\section{The two-electron manifold of the $\delta$ bond}

In the formal configuration $\sigma^2\pi^4\delta^2$ of a metal--metal quadruple bond the $\delta$ pair is the weakest, and its two electrons behave as those of a diradical. Two electrons in $\delta$ and $\delta^*$ give four terms. Their energies are derived here as functions of the twist angle $\chi$ between the two halves of the molecule and applied to Cr$_2$(O$_2$CCH$_3$)$_4$, with two Cr(II) $d^4$ centres bridged by four acetates.

\subsection{Premises and conventions}

The metal atoms A and B lie at $z=\pm d/2$. The four equatorial donor atoms of A lie at azimuths $\phi=0^\circ,90^\circ,\dots$ and those of B at $\chi,\chi+90^\circ,\dots$ The idealised core has symmetry $D_{4h}$ at $\chi=0$, $D_4$ at general $\chi$ and $D_{4d}$ at $\chi=45^\circ$. The premises are:
\begin{enumerate}
\item[(P1)] All electrons but two, including $\sigma^2\pi^4$, form a frozen closed shell. Its Coulomb and exchange field is part of the one-electron operator $h$.
\item[(P2)] The two remaining electrons use one real orbital per metal, pointing between the local ligands: $\tilde a=D(\rho,z-d/2)\sin2\phi$ and $\tilde b=D(\rho,z+d/2)\sin2(\phi-\chi)$, with $D$ even in its second argument.
\item[(P3)] Nuclei are fixed and spin--orbit coupling is neglected.
\item[(P4)] The two-centre exchange integral $X$, defined below, is negligible. It is carried through the algebra and dropped only at the end.
\end{enumerate}
Repulsion integrals are written $(pq|rs)=\iint p(1)q(1)\,(e^2/4\pi\epsilon_0r_{12})\,r(2)s(2)$.

The twofold rotation $P$ about the axis in the plane $z=0$ at azimuth $\chi/2+45^\circ$ sends $z\to-z$ and $\phi\to\chi+90^\circ-\phi$. It maps the ligand frame onto itself, and since $\sin(2\chi+180^\circ-2\phi)=\sin2(\phi-\chi)$ it exchanges $\tilde a$ and $\tilde b$. With $S=\langle\tilde a|\tilde b\rangle$ the symmetry orbitals are therefore
\begin{equation}
g\equiv\delta=\frac{\tilde a+\tilde b}{\sqrt{2(1+S)}},\qquad u\equiv\delta^*=\frac{\tilde a-\tilde b}{\sqrt{2(1-S)}},
\end{equation}
and the orthonormal localised (L\"owdin) orbitals are $a=(g+u)/\sqrt2$, $b=(g-u)/\sqrt2$. At $\chi=0$ the atomic orbitals are both $d_{xy}$; $g$ transforms as $xy$ ($b_{2g}$), $u$ as $xyz$ ($b_{1u}$), and $b_{2g}\times b_{1u}=a_{2u}$. The configurations $g^2$ and $u^2$ give two $^1A_{1g}$ terms and $gu$ gives $^3A_{2u}$ and $^1A_{2u}$. In $D_4$ the labels are $^1A_1$, $^3A_2$, $^1A_2$; the $D_{4h}$ names are kept as names of the correlating states.

\subsection{Integrals}

Because $P$ exchanges $a$ and $b$, four repulsion integrals remain:
\begin{equation}
U=(aa|aa),\quad V=(aa|bb),\quad X=(ab|ab),\quad T=(aa|ab)=(bb|ab).
\end{equation}
The orbital products are $gg=\tfrac12(aa+bb+2ab)$, $uu=\tfrac12(aa+bb-2ab)$ and $gu=\tfrac12(aa-bb)$. Multiplying out, with $\bar U=(U+V)/2$,
\begin{align}
J_{gg}&=\bar U+X+2T, & J_{uu}&=\bar U+X-2T,\nonumber\\
J_{gu}&=\bar U-X, & K&\equiv(gu|gu)=\tfrac12(U-V).
\label{eq:JK}
\end{align}
The exchange integral $K$ is the Coulomb self-repulsion of the density $\tfrac12(a^2-b^2)$ and is positive. It contains no overlap density. It is half the repulsion cost of moving one electron from one metal to the other and stays large however weak the bond is. The one-electron elements are $h_{gg}=h_{aa}+h_{ab}$ and $h_{uu}=h_{aa}-h_{ab}$.

\subsection{Hamiltonian matrix and eigenvalues}

Spin separates for two electrons: symmetric spatial functions go with the singlet and antisymmetric ones with the triplet. With $pq$ for $p(1)q(2)$, the spatial functions are $gg$, $uu$ and $(gu\pm ug)/\sqrt2$. The last two are each alone in their spin and symmetry class, and their energies are $h_{gg}+h_{uu}+J_{gu}\pm K$, the upper sign for the singlet. The functions $gg$ and $uu$ have diagonal energies $2h_{gg}+J_{gg}$ and $2h_{uu}+J_{uu}$. They differ in both orbitals, so only the repulsion couples them, with $\langle gg|r_{12}^{-1}|uu\rangle\to(gu|gu)=K$. Define the $\delta$--$\delta^*$ gap as half the separation of the two closed shells,
\begin{equation}
W=\tfrac12\left[(2h_{uu}+J_{uu})-(2h_{gg}+J_{gg})\right]=-2t,\qquad t=h_{ab}+T,
\label{eq:W}
\end{equation}
and measure energies from their mean $E_0=2h_{aa}+\bar U+X$. Then, from Eq.~\eqref{eq:JK},
\begin{equation}
H_{^1A_{1g}}-E_0=\begin{pmatrix}-W&K\\K&W\end{pmatrix},\qquad
E(^{1,3}A_{2u})-E_0=-2X\pm K .
\label{eq:H}
\end{equation}
The secular equation $\lambda^2=W^2+K^2$ has the roots $\pm\Omega$ with
\begin{equation}
\Omega=\sqrt{W^2+K^2},\qquad \cos2\theta=W/\Omega,\qquad\sin2\theta=K/\Omega .
\end{equation}
The function $\Psi_1=\cos\theta\,gg-\sin\theta\,uu$ has the expectation value $-W\cos2\theta-K\sin2\theta$, which is stationary in $\theta$ at $\tan2\theta=K/W$ and equals $-\Omega$ there. It is the state $1\,^1A_{1g}$, and its orthogonal partner $\Psi_2=\sin\theta\,gg+\cos\theta\,uu$ at $+\Omega$ is $2\,^1A_{1g}$. Subtracting $-\Omega$ gives the energies above $1\,^1A_{1g}$, exact within (P1)--(P3):
\begin{equation}
E_T=\Omega-K-2X,\qquad E_S=\Omega+K-2X,\qquad E_2=2\Omega .
\label{eq:full}
\end{equation}
With (P4),
\begin{equation}
\boxed{\begin{aligned}
E_T=E(^3A_{2u})&=\sqrt{W^2+K^2}-K,\\
E_S=E(^1A_{2u})&=\sqrt{W^2+K^2}+K,\\
E_2=E(2\,^1A_{1g})&=2\sqrt{W^2+K^2}.
\end{aligned}}
\label{eq:main}
\end{equation}
Three energies depend on two parameters, so
\begin{equation}
K=\tfrac12(E_S-E_T),\qquad W=\sqrt{E_SE_T},\qquad E_2=E_S+E_T .
\label{eq:inv}
\end{equation}
The last relation is free of parameters; with $X$ kept it reads $E_2-E_S-E_T=4X$.

The meaning of $W$ needs care. It equals $h_{uu}-h_{gg}-2T$, a bare one-electron splitting. The Hartree--Fock orbital energies of $g^2$ are $\epsilon_g=h_{gg}+J_{gg}$ and $\epsilon_u=h_{uu}+2J_{gu}-K$, and their difference is $W+V-3X$, larger than $W$ by about the whole intersite repulsion. It must not be inserted in Eq.~\eqref{eq:main}.

\subsection{Valence-bond reading}

Substituting $g,u=(a\pm b)/\sqrt2$ gives $gg,uu=(I\pm C)/\sqrt2$ with the covalent and ionic functions $C=(ab+ba)/\sqrt2$ and $I=(aa+bb)/\sqrt2$. The triplet is $(ba-ab)/\sqrt2$, purely covalent, and the open-shell singlet is $(aa-bb)/\sqrt2$, purely ionic, for every $W$. The ground state becomes
\begin{equation}
\Psi_1=\frac{\cos\theta+\sin\theta}{\sqrt2}\,C+\frac{\cos\theta-\sin\theta}{\sqrt2}\,I,
\label{eq:VB}
\end{equation}
with covalent weight $w=\tfrac12(1+\sin2\theta)=\tfrac12(1+K/\Omega)$. The natural occupations are $n_g=2\cos^2\theta=1+W/\Omega$ and $n_u=1-W/\Omega$, so the $\delta$ bond order $(n_g-n_u)/2$ is $W/\Omega$. For $W\gg K$ the molecular-orbital picture holds, with $E_{S,T}\to W\pm K$ and $E_2\to2W$. For $W\ll K$,
\begin{equation}
\Omega-K=\frac{W^2}{2K}-\frac{W^4}{8K^3}+\dots,
\label{eq:series}
\end{equation}
and the levels group into a covalent pair near $0$ and an ionic pair near $2K=U-V$. The covalent pair maps on $H=-2J\,\mathbf s_A\cdot\mathbf s_B$, whose triplet lies $-2J$ above the singlet, so $J=X-\tfrac12(\Omega-K)\approx X-2t^2/(U-V)$: ferromagnetic direct exchange against antiferromagnetic kinetic exchange. The single determinant $g^2$ would place the triplet at $W-K$ (for $X=0$), which is negative for $W<K$; the mixing with $u^2$ keeps the singlet lowest.

\subsection{Dependence on the twist angle}

All two-centre quantities linear in the overlap density contain
\begin{equation}
\sin2\phi\,\sin2(\phi-\chi)=\tfrac12\left[\cos2\chi-\cos(4\phi-2\chi)\right].
\label{eq:trig}
\end{equation}
Integration over $\phi$ gives $\pi\cos2\chi$, so $S=S_0\cos2\chi$. Let the potential in $h$ be a sum of two fourfold-symmetric parts that turn rigidly with their halves, with azimuthal factors $\cos4k\phi$ and $\cos4k(\phi-\chi)$. The kinetic energy and the $k=0$ parts commute with rotation about $z$ and give $\cos2\chi$ as for $S$. For $k=1$, the integrals of Eq.~\eqref{eq:trig} with $\cos4\phi$ and with $\cos4(\phi-\chi)$ both equal $-\tfrac{\pi}{2}\cos2\chi$. For $k\ge2$ they vanish. Hence $\beta=\langle\tilde a|h|\tilde b\rangle=\beta_0\cos2\chi$. With $\alpha=\langle\tilde a|h|\tilde a\rangle$,
\begin{equation}
h_{uu}-h_{gg}=\frac{\alpha-\beta}{1-S}-\frac{\alpha+\beta}{1+S}=\frac{2(\alpha S-\beta)}{1-S^2}.
\end{equation}
The numerator is proportional to $\cos2\chi$ provided $\alpha$ is independent of $\chi$; its only $\chi$ dependence is a $\cos4\chi$ term from the fourfold field of the distant ligands. For $T$, the density $\tilde a^2\propto1-\cos4\phi$ has the same harmonics as the potential above and the Coulomb kernel conserves the azimuthal order, so to first order in the overlap $T\propto\cos2\chi$ as well. Therefore
\begin{equation}
W(\chi)=W_0\cos2\chi\,\left[1+O(S_0^2)\right].
\label{eq:Wchi}
\end{equation}
The zero at $45^\circ$ does not rest on (P2). The reflection $\phi\to-\phi$ changes the sign of both orbitals and turns $\chi$ into $-\chi$, so $t(-\chi)=t(\chi)$. Turning half B by $90^\circ$ restores the nuclear frame and reverses the sign of $b$, so $t(\chi+90^\circ)=-t(\chi)$. Together these allow only $t=\sum_kt_k\cos(4k+2)\chi$ and give $t(45^\circ)=-t(-45^\circ)=-t(45^\circ)=0$. Ligand tails on the orbitals add $\cos6\chi$ and higher terms but cannot move the zero.

In $K$, $U$ is a one-centre integral, and $V=V_0+V_4\cos4\chi$, where $V_4$ is the interaction of the fourfold (hexadecapole) parts of the two densities. With $V_4$ neglected $K$ is constant, and
\begin{equation}
E_S(\chi)=\sqrt{W_0^2\cos^22\chi+K^2}+K\;\longrightarrow\;2K\qquad(\chi\to45^\circ),
\label{eq:limit}
\end{equation}
while $E_T\to0$ and $E_2\to2K$. The $\delta$ bond has vanished, yet the $\delta\to\delta^*$ energy stays finite, because the transition has become the transfer of an electron from one metal to the other. With $X$ kept, the four terms at $45^\circ$ lie at $0$, $-2X$, $2K-2X$ and $2K$, and the frozen-core triplet is slightly below the singlet.

\subsection{Intensity}

Let $Z=z_1+z_2$. Under $P$, $\langle a|z|b\rangle=-\langle b|z|a\rangle$, so this element is zero for real orbitals, and $\langle a|z|a\rangle=-\langle b|z|b\rangle=d/(2\sqrt{1-S^2})\approx d/2$. Within the model space $Z\,(aa-bb)/\sqrt2=d\,I$, so only the ionic part of Eq.~\eqref{eq:VB} contributes:
\begin{equation}
|\langle\Psi_1|Z|^1A_{2u}\rangle|^2=\tfrac12d^2(1-K/\Omega),\qquad
|\langle\Psi_2|Z|^1A_{2u}\rangle|^2=\tfrac12d^2(1+K/\Omega).
\end{equation}
The orientation-averaged oscillator strength $f=(2m_e/3\hbar^2)E_S|\langle Z\rangle|^2$, with $(\Omega+K)(\Omega-K)=W^2$, is
\begin{equation}
f=\frac{m_ed^2}{3\hbar^2}\,\frac{W^2}{\sqrt{W^2+K^2}} .
\label{eq:f}
\end{equation}
The band is $z$-polarised and fades as $\cos^22\chi$ near $45^\circ$. There its extinction is a symmetry rule. The operation $S_8$ of $D_{4d}$ sends $a\to b$, $b\to-a$ (up to a common sign), and $P$ exchanges $a$ and $b$. Then $C$ is odd under $S_8$ and even under $P$ ($^1B_1$), the triplet is even and odd ($^3A_2$), $aa-bb$ is odd and odd ($^1B_2$), and $I$ is $^1A_1$. Since $B_1\times B_2=A_2$ while $z$ spans $B_2$ and $(x,y)$ span $E_1$, the transition is electric-dipole forbidden. The value $2K$ is thus the limit of a band that loses its allowed intensity on the way. The state $2\,^1A_{1g}$ is forbidden from $\Psi_1$ in one-photon absorption at $\chi=0$ by parity, and it is reached with two $z$-polarised photons through $^1A_{2u}$.

\subsection{Range of validity}

\emph{Overlap terms.} Take Slater functions $\rho^2\sin2\phi\,e^{-\zeta r}$. In prolate spheroidal coordinates $\rho^2=(d/2)^2(\xi^2-1)(1-\eta^2)$, $r_A+r_B=d\,\xi$, and with $p=\zeta d$ the normalised overlap is
\begin{align}
S_0&=\frac{1}{6}\left(\frac p2\right)^7\int_1^\infty\!d\xi\int_{-1}^1\!d\eta\,(\xi^2-1)^2(1-\eta^2)^2(\xi^2-\eta^2)e^{-p\xi}\nonumber\\
&=e^{-p}\left(1+p+\tfrac37p^2+\tfrac2{21}p^3+\tfrac1{105}p^4\right).
\end{align}
With $d=2.29$~\AA, typical of crystalline anhydrous chromium(II) acetate, where oxygen atoms of neighbouring molecules fill the axial sites, and an assumed $\zeta=2.0/a_0$ ($a_0$ the Bohr radius), $p=8.65$, $S_0=0.027$ and $S_0^2=7.5\times10^{-4}$. The correction in Eq.~\eqref{eq:Wchi} is negligible. The integral $X$ is the self-repulsion of a density whose size is set by $S_0$, so it is of order $S_0^2U$ or below. For an assumed unscreened $U=22$~eV this is 0.016~eV, and $2X\lesssim0.03$~eV. This matters little for $E_S$, but it decides the order of singlet and triplet once $\Omega-K$ falls to that size. The scale of $V_4$ is $\langle r^4\rangle^2e^2/(4\pi\epsilon_0d^9)=0.02$~eV for the same orbital, times an angular factor below one.

\emph{Screening.} The point-charge value of $V$ is $e^2/4\pi\epsilon_0d=6.29$~eV, so the frozen-core $K$ would be 7.9~eV. The ionic states polarise the $\sigma$, $\pi$ and ligand electrons, which (P1) forbids, and this lowers them by several eV relative to the covalent states. Equation~\eqref{eq:main} is usable only with $K$ and $W$ read as effective parameters, and the two ionic states need not be screened equally, so $E_2=E_S+E_T$ is then a test of the model and no longer an identity.

\emph{Spin polarisation of the other metal--metal pairs.} Let a $\pi$ pair with local spins $\mathbf t_A,\mathbf t_B$ have the singlet--triplet gap $E_\pi$, let the $\delta$ pair have the gap $E_\delta$, and take both in the covalent limit. One-centre (Hund) exchange with exchange integral $J_H$ adds
\begin{equation}
H'=-2J_H(\mathbf s_A\cdot\mathbf t_A+\mathbf s_B\cdot\mathbf t_B)=-J_H(\mathbf S\cdot\mathbf S'+\mathbf D\cdot\mathbf D'),
\end{equation}
where $\mathbf S,\mathbf D=\mathbf s_A\pm\mathbf s_B$ and $\mathbf S',\mathbf D'=\mathbf t_A\pm\mathbf t_B$. The term $\mathbf S\cdot\mathbf S'$ annihilates states with a singlet $\pi$ pair. The operator $\mathbf D$ is odd under exchange of the two spins, and each Cartesian component connects the singlet to one triplet component with unit amplitude. The all-singlet state therefore couples to three triplet--triplet products at $E_\pi+E_\delta$, each with element of modulus $J_H$, and a $\delta$-triplet component couples to one state, the matching $\pi$ triplet, at $E_\pi-E_\delta$ above it. In second order the gap changes by
\begin{equation}
\Delta E_T=\frac{3J_H^2}{E_\pi+E_\delta}-\frac{J_H^2}{E_\pi-E_\delta}
\label{eq:sp}
\end{equation}
for each $\pi$ pair; ionic admixture reduces $J_H^2$ by the product of the two covalent weights. For $E_\delta\ll E_\pi$ the shift is $2J_H^2/E_\pi>0$ and favours the singlet, also at $45^\circ$, against $-2X$. Premise (P1) requires $J_H\ll E_\pi$. It is best met by short bonds between $4d$ or $5d$ metals, where the $\sigma$ and $\pi$ pairs are stiff and one-centre exchange is weaker. In the opposite limit the four $d$ electrons on each metal lock into $S_A=S_B=2$. Within that symmetric multiplet each electron spin acts as $\mathbf S_A/4$ or $\mathbf S_B/4$, so the pair couplings $\sum_iE_i\,\mathbf s_{Ai}\cdot\mathbf s_{Bi}$ reduce to $(\sum_iE_i/16)\,\mathbf S_A\cdot\mathbf S_B$. Its eigenvalues vary as $\tfrac12S(S+1)$, so the lowest triplet lies at $(E_\sigma+2E_\pi+E_\delta)/16$ and a quintet at three times that energy. Such a triplet is not a $\delta\delta^*$ state, and the quintet has no counterpart in Eq.~\eqref{eq:main}.

\emph{Geometry.} The energies are vertical. A thermal singlet--triplet gap is adiabatic, and $W$ falls quickly as $d$ grows, which matters for a soft Cr--Cr bond.

\subsection{Numerical illustration: Cr$_2$(O$_2$CCH$_3$)$_4$}

The assumed effective inputs are $K=1.30$~eV and $W_0=0.57$~eV, with $d$ as above. They were chosen so that the model reproduces a singlet--triplet gap of about 0.12~eV, typical of axially ligated chromium(II) acetates, and places $E_S$ in the range of about 2.5--2.8~eV where dichromium(II) paddlewheel compounds typically show weak visible absorption. The assignment of that absorption to $\delta\to\delta^*$ in the acetate is not secure, and neither energy tests the model. The chosen $K$ is about 6 times smaller than the frozen-core estimate. The acetate bridges hold the molecule close to $\chi=0$, so the twisted rows below show the model's behaviour at fixed $d$ and $K$ and describe no accessible structure.

At $\chi=0$, $\Omega=1.42$~eV. The two terms of Eq.~\eqref{eq:series} are 0.125 and $-0.006$~eV, and the closed form gives $E_T=0.119$~eV, or $E_T/k_B=1.4\times10^3$~K and $J=-0.06$~eV. Equation~\eqref{eq:f} is evaluated with $\hbar^2/m_e=7.62$~eV\,\AA$^2$.
\begin{center}
\begin{tabular}{cccccc}
\hline
$\chi$ & $E_T$ (eV) & $E_S$ (eV) & $E_2$ (eV) & $n_u$ & $f$\\
\hline
$0^\circ$ & 0.12 & 2.72 & 2.84 & 0.60 & 0.053\\
$20^\circ$ & 0.07 & 2.67 & 2.74 & 0.68 & 0.032\\
$30^\circ$ & 0.03 & 2.63 & 2.66 & 0.79 & 0.014\\
$45^\circ$ & 0.00 & 2.60 & 2.60 & 1.00 & 0.000\\
\hline
\end{tabular}
\end{center}
Even eclipsed, the model's ground state has a weight of only 0.70 on $\delta^2$, a covalent weight of 0.96 and a $\delta$ bond order of 0.40. A single determinant $\delta^2$ would put the triplet at $-0.73$~eV and the singlet at 1.87~eV. The model's triplet population $3e^{-E_T/k_BT}/(1+3e^{-E_T/k_BT})$ at 298~K is 2.8\%. Complete removal of the $\delta$ bond moves the model's band only from 456 to 477~nm, since $E_S(0)-2K=E_T(0)$: for $W<K$ the band position measures $K$ and says little about the strength of the bond. From about $30^\circ$ on, $E_T$ is no larger than the bound on $2X$ and its sign is outside the model's reach.

Two limits on these numbers follow from the preceding subsection. The model's $f=0.053$ lies one to two orders of magnitude above the strengths of order $10^{-3}$ typical of the visible absorption of such compounds; Eq.~\eqref{eq:f} uses the unscreened dipole $d$, while the polarisation that reduces $K$ also opposes the transition dipole. And with assumed values $J_H=0.6$~eV and $E_\pi=1.0$~eV, and $E_\delta=0.12$~eV, Eq.~\eqref{eq:sp} gives 0.56~eV for one $\pi$ pair, more than four times $E_T$, with a mixing amplitude $\sqrt3J_H/(E_\pi+E_\delta)=0.93$ that is too large for second order to converge. For chromium acetate at this bond length the frozen $\sigma^2\pi^4$ core is therefore a poor premise, the lowest triplet involves all four metal--metal pairs, and the $W_0$ obtained from its energy is an effective parameter of the model and not the bare $\delta$--$\delta^*$ splitting of the molecule.